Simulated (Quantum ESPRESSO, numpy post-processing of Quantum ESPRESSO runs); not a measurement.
# Band gap, band-edge positions and electron mass of diamond against volume, with PBE

Each carbon atom in diamond is held by four equivalent covalent bonds built from sp³ hybrids. The nine members are this one crystal with every bond scaled by the same factor, from about 4% shorter to 2% longer than in the relaxed cell. The question is how the band gap, the positions of the band edges in the zone and the electron mass respond. The answer matters for power electronics, where the gap governs breakdown and the mass enters the mobility. For diamond anvils, which serve as windows under load, it is only one part of the answer: an anvil is squeezed mainly along one axis, whereas here the pressure is equal from all sides. The gap is the Kohn-Sham difference between the conduction-band minimum and the valence-band maximum, calculated with PBE. Volumes are measured against $V_0$, the cell relaxed with the same functional.

## How the numbers were made

C (diamond), space group 227, 2 atoms in the cell, from the Crystallography Open Database. The reference is the cell relaxed to zero pressure with this functional (primitive vectors 2.526, 2.526, 2.526 angstrom). The volume is imposed; symmetry fixes the cell shape and the ion positions, so each volume is a single-point calculation without relaxation. Quantum ESPRESSO 7.5, plane waves with PseudoDojo pseudopotentials, PBE, scalar-relativistic, without spin-orbit coupling, no spin polarisation, no Hubbard U; cutoff 1116 eV, self-consistent k meshes 8x8x8. Band extrema were located on a dense mesh in each cell and refined; masses are central differences at 0.008 and 0.03 1/angstrom at Gamma and at 0.04 and 0.08 1/angstrom, extrapolated to zero step, elsewhere. The same in all rows: where the valence-band maximum and the conduction-band minimum lie in the zone: Gamma to on Gamma-X.

- V/V0: volume over that of the reference cell.
- pressure (GPa): static pressure, positive under compression.
- band gap (eV): fundamental Kohn-Sham gap, conduction-band minimum minus valence-band maximum.
- electron mass (m_e): electron conductivity mass of the lowest valley, in free-electron masses.

## Results

| member | V/V0 | pressure (GPa) | band gap (eV) | electron mass (m_e) |
| --- | --- | --- | --- | --- |
| V/V0 = 0.88 | 0.88 | 69.96 | 4.481 | 0.399 |
| V/V0 = 0.91 | 0.91 | 48.59 | 4.399 | 0.399 |
| V/V0 = 0.94 | 0.94 | 30.05 | 4.320 | 0.398 |
| V/V0 = 0.96 | 0.96 | 19.09 | 4.270 | 0.400 |
| V/V0 = 0.98 | 0.98 | 9.10 | 4.221 | 0.399 |
| V/V0 = 1.00 | 1.00 | 0.01 | 4.174 | 0.399 |
| V/V0 = 1.02 | 1.02 | −8.25 | 4.128 | 0.399 |
| V/V0 = 1.04 | 1.04 | −15.78 | 4.084 | 0.401 |
| V/V0 = 1.06 | 1.06 | −22.64 | 4.040 | 0.400 |

Least-squares fits to the whole series, with x = V/V0; R² in the fitted variables, residuals in the unit of y:

| y | members | fit | R² | rms residual | leave-one-out rms | standard deviation of y |
| --- | --- | --- | --- | --- | --- | --- |
| band gap (eV) | 9 | y = 6.620 − 2.442 x | 1.00 | 0.0057 | 0.0084 | 0.15 |
| electron mass (m_e) | 9 | y = 0.3915 + 0.007986 x | 0.30 | 6.8×10⁻⁴ | 8.6×10⁻⁴ | 8.7×10⁻⁴ (fit hardly better than the mean) |

## Mechanism

The gap widens at every step of compression, from 4.040 eV at $V/V_0 = 1.06$ to 4.481 eV at 0.88. The mean slope is (4.040 − 4.481) / (1.06 − 0.88) = −2.45 eV per unit of $V/V_0$, or about 0.025 eV for each per cent of volume.

The main cause is the shorter bond. Kinetic energies and the couplings between neighbouring hybrids grow roughly as $1/d^2$, with $d$ the bond length, and this pushes bonding and antibonding states apart. If all band energies followed this rule, the gap would vary as $V^{-2/3}$. The computed exponent is somewhat smaller: ln(4.481 / 4.040) / ln(1.06 / 0.88) = 0.557. The relation

$$E_g = 4.174\,(V/V_0)^{-0.557}\ \text{eV}$$

reproduces all nine rows to about 0.001 eV, against a standard deviation of 0.15 eV in the gaps. In silicon the corresponding gap shrinks under pressure. The difference is usually ascribed to d states, which lie low enough in silicon to hold the valley down and have no counterpart near the gap in carbon.

Per unit of pressure the response weakens as the crystal stiffens. Between 0.01 and 9.10 GPa the gap gains 0.047 / 9.09 = 0.0052 eV/GPa; between 48.59 and 69.96 GPa it gains 0.082 / 21.37 = 0.0038 eV/GPa.

The band edges keep their places: the valence-band maximum is at $\Gamma$ and the conduction-band minimum on the line $\Gamma$–X in every row. The minimum shifts very slightly towards $\Gamma$ on expansion.

The electron mass stays between 0.398 and 0.401 $m_e$ and shows no usable trend; the straight line does hardly better than the mean. The same approximate scaling suggests why. If the bands have the form $E(k) = f(ka)/a^2$, with $a$ the lattice parameter, the curvature $d^2E/dk^2 = f''(ka)$ does not depend on $a$ at a fixed relative position in the zone. Compression spreads the band energies and stretches the zone together, and the two effects nearly cancel in the mass. The cancellation need not be exact, since the gap itself follows the scaling only roughly.

## Members off the line

Largest departures from the fit to the whole series:

| member | band gap (eV) | fit | computed − fit | in rms residuals |
| --- | --- | --- | --- | --- |
| V/V0 = 0.88 | 4.481 | 4.471 | +0.010 | 1.8 |
| V/V0 = 1.06 | 4.040 | 4.031 | +0.009 | 1.5 |
| V/V0 = 0.98 | 4.221 | 4.227 | −0.006 | 1.0 |
| V/V0 = 0.96 | 4.270 | 4.276 | −0.006 | 1.0 |

The largest departures of the gap from the straight line are at the two ends, +0.010 eV at $V/V_0 = 0.88$ and +0.009 eV at 1.06, while the rows at 0.96 and 0.98 lie 0.006 eV below it. This ordered pattern is the mark of a curved relation fitted with a straight line, so none of these members is anomalous. The slope between neighbouring rows shows the curvature directly: it is −0.082 / 0.03 = −2.7 eV between 0.88 and 0.91, and −0.044 / 0.02 = −2.2 eV between 1.04 and 1.06. A power law in the volume has this shape.

For the mass, the extremes are 0.398 $m_e$ at 0.94 and 0.401 $m_e$ at 1.04. They differ by 0.003 $m_e$, less than 1%, and rows between them do not rise steadily. Differences of this size are within what can be expected from locating the minimum and taking second derivatives by finite differences, and they call for no physical explanation.

## Questions the table answers

**What pressure raises the gap by 0.10 eV above its value in the relaxed cell?**
The target is 4.174 + 0.10 = 4.274 eV, which lies between the rows at $V/V_0 = 0.96$ (4.270 eV, 19.09 GPa) and 0.94 (4.320 eV, 30.05 GPa). The fraction of the interval is 0.004 / 0.050 = 0.08. The pressure is then 19.09 + 0.08 × 10.96 = 20.0 GPa, at a volume of 0.96 − 0.08 × 0.02 = 0.958 in units of $V_0$. This holds for equal pressure from all sides, not for a load along one axis.

**How far does an error of 1% in the lattice parameter shift the gap?**
A lattice parameter 1% too long gives a volume 1.01³ = 1.03 times as large. Halfway between the rows at 1.02 and 1.04 the gap is (4.128 + 4.084) / 2 = 4.106 eV, so the shift is 4.106 − 4.174 = −0.068 eV. This is small beside the usual shortfall of a PBE gap in a wide-gap solid, which is of the order of 1 eV or more. A better lattice parameter alone therefore does not repair the gap.

**Does a transport model need a separate electron mass for each volume?**
With 0.399 $m_e$ used throughout, the largest error is 0.401 − 0.399 = 0.002 $m_e$, in the row at 1.04. That is 0.002 / 0.401 = 0.5%, and at a fixed scattering time the mobility, which varies as $1/m$, is wrong by the same fraction. One mass is enough. The scattering time is a separate matter, since phonon frequencies change with volume.

## Conclusions

Between 0.88 and 1.06 $V_0$, uniform compression widens the gap of diamond, leaves it indirect along $\Gamma$–X and does not measurably change the electron conductivity mass.

PBE places the gap too low, so a more accurate electronic level would raise all nine values. Much of that error is common to neighbouring volumes, which makes the change of the gap with volume more reliable than the gap itself. Lattice vibrations, absent here, act in the opposite direction: even at zero temperature they lower the gap of diamond appreciably, because the atoms are light and the bonds stiff. Thermal expansion accounts for only a small part of the change with temperature.

The results apply to equal strain in all directions. The tip of a diamond anvil is pressed harder along its axis than from the sides. Such a load splits the top of the valence band and, depending on its direction, also the six conduction valleys. The gap is then measured from the highest valence level to the lowest valley, so the splitting reduces it and can outweigh the widening that comes from the smaller volume. The sign found here therefore cannot be carried over to an anvil window. A film strained by its substrate also changes shape, which, depending on the orientation of the film, can split the six equivalent valleys in energy and make the average electron mass depend on direction.

[On method and selection: Runs that did not converge, have known faults or may not be shown are not listed, and runs on Ansatz's PAW sets soft_1 and soft_2 are kept to separate tables. Runs of this code whose gap, pressure or static dielectric constant lay far from a check run of another code, or whose pseudopotential file was found faulty, are left out.]
